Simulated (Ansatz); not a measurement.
## A series in volume per atom on Sb

Results calculated with Ansatz 0.2.0, not measured. Periodic Kohn-Sham DFT of a crystal at fixed atoms; pressure and stress are positive in compression; the energy is the free energy less that of spherical unpolarised free atoms; site moments are those in the method's own spheres, positive along +z.

Cell of the first row (space group R-3m, No. 166):
```
Sb
1.0
      2.1067     1.2163     3.6676
     -2.1067     1.2163     3.6676
      0.0000    -2.4326     3.6676
Sb
2
Direct
  0.23364 0.23364 0.23364
  0.76636 0.76636 0.76636
```

Settings of every row: method all-electron LAPW; functional PBEsol; relativity scalar; k mesh 9x9x9; filling fermi-dirac; smearing width 0.05 eV; basis error target 0.5 meV/atom; nucleus gaussian.

Atom start moment: 0 on all atoms.

Limits: no spin-orbit coupling on heavy atoms.

Limits of some rows: small gap, it may come from the mesh (row 10).

| row | volume per atom (Å³) | energy less free atoms (eV/atom) | pressure (GPa) |
| --- | --- | --- | --- |
| 1 | 28.193 | -4.5227 | 4.61 |
| 2 | 28.493 | -4.5306 | 3.819 |
| 3 | 28.793 | -4.537 | 3.068 |
| 4 | 29.393 | -4.5459 | 1.678 |
| 5 | 29.693 | -4.5484 | 1.036 |
| 6 | 29.993 | -4.5498 | 0.426 |
| 7 | 30.293 | ? | ? |
| 8 | 30.593 | -4.5492 | -0.701 |
| 9 | 31.192 | -4.5446 | -1.715 |
| 10 | 31.492 | -4.541 | -2.183 |
| 11 | 31.792 | -4.5365 | -2.626 |

Question: what energy less free atoms and pressure should row 7 give?

Worked fit of energy less free atoms. Take u = (V_r/V)^(2/3) − 1 with V_r = 29.843 Å³ an atom, which is twice the finite (Eulerian) strain; such expansions in the strain, on which the Birch-Murnaghan equation of state is built, carry the rest volume and the bulk modulus. The shown rows have u = 0.03865, 0.03134, 0.02417, 0.01018, 0.00336, -0.00334, -0.01641, -0.02904, -0.03522, -0.0413. Least squares give energy less free atoms = −4.54923 + 0.2047 × u + 12.448 × u² eV/atom; a straight line predicts inner rows, each left out in turn, worse (root mean square 0.007 against 4.4e-05 eV/atom). The rows lie off it by 0.0000, 0.0000, 0.0000, 0.0000, 0.0000, 0.0000, 0.0000, 0.0001, 0.0000, 0.0000. Its lowest point lies at u = -0.0082, or V = 30.21 Å³ an atom, and the curvature there gives the bulk modulus at fixed shape and fractions, B = (4/9)(1 + u)² E″(u)/V = 57.7 GPa. Letting shape and atoms relax would as a rule lower it, by much in layered, chain or molecular crystals. The withheld row has u = -0.00993, so the fit gives −4.54923 + 0.2047 × (-0.00993) + 12.448 × (-0.00993)² = -4.5500 eV/atom.

The calculation gave -4.55 eV/atom. The fit meets it to the printed digit.

Worked fit of pressure. Take u = (V_r/V)^(2/3) − 1 with V_r = 29.843 Å³ an atom, which is twice the finite (Eulerian) strain; such expansions in the strain, on which the Birch-Murnaghan equation of state is built, carry the rest volume and the bulk modulus. The shown rows have u = 0.03865, 0.03134, 0.02417, 0.01018, 0.00336, -0.00334, -0.01641, -0.02904, -0.03522, -0.0413. Least squares give pressure = 0.7271 + 90.985 × u + 241.22 × u² + 104 × u³ GPa; a parabola predicts inner rows, each left out in turn, worse (root mean square 0.0015 against 0.00069 GPa). The rows lie off it by 0.000, 0.000, -0.001, 0.000, 0.000, 0.000, 0.000, -0.001, 0.000, 0.000. The pressure vanishes at u = -0.0082, or V = 30.21 Å³ an atom, and there the bulk modulus at fixed shape and fractions is B = −V dP/dV = (2/3)(1 + u) dP/du = 57.6 GPa. Letting shape and atoms relax would as a rule lower it, by much in layered, chain or molecular crystals. The withheld row has u = -0.00993, so the fit gives 0.7271 + 90.985 × (-0.00993) + 241.22 × (-0.00993)² + 104 × (-0.00993)³ = -0.153 GPa.

The calculation gave -0.152 GPa. The fit lies 0.001 GPa (0.014 % of the column's range) below it, one unit of the last digit.
